A crystal of MoSi₂ is split between a layer of silicon atoms and the neighbouring layer of molybdenum atoms, and the two halves are moved apart with every atom frozen in its half. The opening is the distance added to the gap, so a negative opening presses the halves together. The separation energy is the work done per area of the cut. The traction is the slope of that work, which is the pull per area needed to hold the halves at a given distance. The uncut crystal has the space group I4/mmm and a volume of 13.27 Å³ per atom; every other row has a lower symmetry and another volume.

Calculated values. MoSi₂ (12-atom cell) separated rigidly across a (001) plane between a Si and a Mo layer, without relaxation. Ansatz 0.2.0, plane-wave DFT with PBEsol and PAW, scalar-relativistic, no spin polarisation; cutoff 420 eV, k mesh 15×15×3, Gaussian smearing of 0.15 eV. Energies are free energies per area of the cut, relative to the uncut crystal.

```csv
opening (Å),separation energy (mJ/m²),traction (GPa (slope of the separation energy))
-0.3,1466,-113.4
-0.15,312,-45.0
0,0,0.1
0.25,578,40.2
0.5,1774,52.0
0.75,3059,49.3
1,4204,42.2
1.5,5927,26.5
2,6888,13.2
3,7591,3.2
4.5,7786,0.3
6,7807,0.1
```

### From −0.3 to 0.25 Å: is the gap harder to close or to open?

It is harder to close. Pressing the halves together by 0.3 Å costs 1466 mJ/m², while opening them by 0.25 Å costs 578. The two displacements differ a little, but for an ideal spring, whose energy grows as the square of the displacement, that would give a ratio of only 1.4. The table gives 2.5.

This is the lopsidedness expected of a chemical bond. On closing, electron clouds are pushed into one another and the repulsion climbs steeply; on opening, the attraction gradually lets go. The shortest distance across the cut is that between silicon atoms facing each other through the molybdenum plane. It shrinks from 2.58 to 2.28 Å in the first row, and the contacts between molybdenum and silicon are squeezed as well.

### At 0.5 Å: why does the pull pass through a maximum?

Two tendencies work against each other. For a small opening $x$ the restoring pull grows in proportion to $x$, as in a spring. But the bond across the gap lives on the overlap of electron clouds, and these thin out roughly exponentially with distance. The simplest traction $t$ with both features is

$$t = k\,x\,e^{-x/l},$$

where $k$ is the initial stiffness and $l$ the length over which the bond fades. It peaks at $x=l$.

The largest listed traction is 52.0 GPa, at 0.5 Å. The true peak may lie slightly off that row, since the openings here are 0.25 Å apart. Its height is less in doubt: the energies at 0.5 and 0.75 Å alone require a mean pull of 51.4 GPa between them, so the peak can't be lower than that.

### Still at 0.5 Å: how much of the work is done by then?

Less than a quarter: 1774 of the final 7807 mJ/m². Summing the pull over the distance shows why:

$$E = W\left[1-\left(1+\frac{x}{l}\right)e^{-x/l}\right],\qquad W = k\,l^2 .$$

Here $E$ is the separation energy and $W$ its final value. At the peak, $x=l$, this gives $1-2/e$, or about 26 % of the work, whatever the values of $W$ and $l$. The row at 0.5 Å stays a little below that share, as it should if the peak lies slightly beyond it, near 0.55 Å (next section).

Strength and separation energy are therefore settled on different stretches of the path. The strength is reached early, while most of the energy is paid later, against a falling pull. A constant load that has carried the halves over the peak would finish the separation without being raised further.

### At 1 Å: can this row be worked out from two others?

The form above, known as the universal binding-energy relation, has only two constants. The last row supplies $W$, and the largest traction supplies $l$, because the peak height is $t_\text{max}=W/(e\,l)$:

$$l=\frac{7.807\ \text{J/m}^2}{2.718\times 52.0\times10^{9}\ \text{Pa}}\approx 0.55\ \text{Å}.$$

At 1 Å the ratio $x/l$ is then 1.81, and the bracket comes to 0.54. The estimate is about 4220 mJ/m²; the table has 4204. The energy of this row was not put in directly, but the traction is the slope of the same energy curve, so the agreement tests only the shape of that curve. It isn't a prediction from independent data.

A least-squares fit of the same form to the nine opened rows gives nearly the same $l$, with a typical miss of 21 mJ/m². A Morse curve, also with two constants, misses by nearly three times as much; the printed output below has both. In relative terms the match is weakest at the smallest opening, where the two-constant estimate lies about 3 % above the table. The relation fails under compression, which was left out of the fit: at −0.3 Å it overstates the energy by 13 %. The good match for opened rows suits the picture of fading overlap but doesn't prove it.

### From 1.5 to 3 Å: what would a longer reach of the bond change?

By 3 Å the halves have nearly lost touch, with 97 % of the work paid. In the model the curve depends only on $x/l$. If $l$ were doubled at the same $W$, each stage would come at twice the opening and the peak pull would be halved.

This gives a rule for judging a neighbouring material, provided its curve has the same shape. A crystal that costs twice the work to split is twice as strong in this ideal sense only if its bonds fade over the same length. If they reach farther as well, the extra work is spread over a longer path and the gain in strength is smaller.

### At 6 Å: is half the final energy the surface energy of MoSi₂?

No, because the cut leaves two different faces, one of silicon and one of molybdenum. Half of 7807 mJ/m² is their average, and the scan can't divide the sum between them. A cut between two adjacent silicon layers would leave two equivalent faces, and there half the final energy would be the energy of a single unrelaxed surface. Which of the two cuts is easier can't be read from this table.

The final energy is also an upper bound in one respect. The uncut crystal was already relaxed, so letting the atoms near the new faces move could only lower the cost of separation. Nor is the peak traction a strength to design with: it belongs to a flawless crystal parting everywhere at once, whereas real pieces usually fail from cracks and other defects at far lower loads.

### From 4.5 to 6 Å: which digits can be trusted?

Two figures of the final energy, 7.8 J/m², survive the two checks that the data allow, the second figure only narrowly. It rose by 21 mJ/m² between the last two rows, so it may not have quite levelled off, and removing the effect of the electronic smearing would add 38 to the last row. That gives 7845, just short of rounding up to 7.9 J/m². The last two digits of 7807 therefore carry no physical message.

Other errors don't show up in such internal checks. The functional lacks long-range dispersion forces, so the weak pull at wide openings probably dies away too fast. Magnetism was switched off, although bare molybdenum atoms might favour it, and the atomic datasets were made for a different functional. The two unlike faces can also leave an electric field across the gap, and no correction for it is reported. Nor is a repeat with a finer k mesh or a higher cutoff reported. The size of these effects is not tested here.

Numerical output:

```
fit of separation_energy on 9 rows (opening > 0): coefficient of (1-(1+opening/s)*exp(-opening/s)) 7825 +/- 11, s 0.5537; rms 21.4, worst 2.0 -37.7, leave-one-out rms 28.4
  rows outside the fit (model, value, miss): -0.3 1661, 1466, 195; -0.15 344.6, 312, 32.6; 0.0 0, 0, 0
fit of separation_energy on 9 rows (opening > 0): coefficient of (1-exp(-opening/s))**2 7873 +/- 31, s 0.7575; rms 58.5, worst 2.0 -98.4, leave-one-out rms 75.4
  rows outside the fit (model, value, miss): -0.3 1859, 1466, 393; -0.15 377.5, 312, 65.5; 0.0 0, 0, 0
Curve and models:
    row  percent_of_plateau  mean_traction_since_last_row_GPa  traction_from_fit_GPa  two_number_energy_mJ_m2
   -0.3               18.78                               n/a                 -131.6                     1667
  -0.15               3.996                            -76.93                 -50.19                    345.8
    0.0                   0                             -20.8                      0                        0
   0.25               7.404                             23.12                  40.62                    594.9
    0.5               22.72                             47.84                  51.72                     1791
   0.75               39.18                              51.4                   49.4                     3072
    1.0               53.85                              45.8                  41.93                     4218
    1.5               75.92                             34.46                   25.5                     5888
    2.0               88.23                             19.22                  13.78                     6842
    3.0               97.23                              7.03                  3.397                     7587
    4.5               99.73                               1.3                 0.3395                     7786
    6.0                 100                              0.14                0.03015                     7805
Length l from plateau and largest traction, angstrom: 0.5523
Peak traction of the fitted curve, GPa: 51.98
Share of work done at the peak in the relation, percent: 26.42
Cost of closing by 0.3 over opening by 0.25 angstrom, ratio: 2.536
The same ratio for a square law: 1.44
Mean of the two unlike surface energies, mJ/m2: 3904
Plateau per surface cell, eV: 4.959
Rise from 4.5 to 6 angstrom, mJ/m2: 21
Shift of plateau on extrapolating smearing to zero, mJ/m2: 38.03
Largest miss of the two-number curve on opened rows, mJ/m2: 46.15
```
